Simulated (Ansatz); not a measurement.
From Ti(NH2)4 to Ti(NH2)F3: predicting a member

Gas-phase molecules. On one Ti centre, n of the NH2 ligands are replaced by F. The mean Ti–N bond length (to NH2) y in Å at PBE0-D4/def2-TZVP. The shapes are optimised at that level. Flexible molecules stand in one conformer. Programs: Ansatz 0.2.0.

```
  molecule  n  y (Å)
  Ti(NH2)4  0  1.893
 Ti(NH2)3F  1      ?
Ti(NH2)2F2  2  1.867
 Ti(NH2)F3  3  1.854
```

**Question.** Fit y = c + s·n to the known rows and predict Ti(NH2)3F.

**Answer.** 
1. Means of the 3 rows: n = 1.66667, y = 1.8713.
2. Σ(Δn)² = 4.6667, Σ(Δn·Δy) = -0.060667, so the slope is -0.060667/4.6667 = -0.013.
3. Intercept: 1.8713 − (-0.013) × 1.66667 = 1.8930. The largest residual of the fit is 0.0000.
4. Ti(NH2)3F: 1.8930 + (-0.013) × 1 = 1.880 Å.

The run gave 1.880 Å, so the prediction is off by 0.000 Å: they agree to the digits shown. The steps are nearly additive.

The remaining Ti–N bonds shorten steadily as fluoride replaces amide, from 1.893 Å in Ti(NH2)4 to 1.854 Å in Ti(NH2)F3, and the computed value for Ti(NH2)3F falls on the same line. Titanium keeps its formally empty d shell throughout, so the trend reflects a change in the co-ligands rather than in oxidation state. Fluoride is more electronegative than amide and a weaker π donor. Each exchange therefore leaves the metal more electron-poor and reduces competition for its d acceptor orbitals, which probably lets the remaining nitrogen lone pairs donate more strongly. Stronger electrostatic attraction to a more positive titanium would act in the same direction, and bond lengths alone cannot separate the two contributions.

The near-constant step suggests that the acceptor capacity of the metal is not close to saturation in this series. The agreement supports interpolation of the mean bond length within this family, but a shorter Ti–N bond here is not in itself evidence of a higher dissociation energy.
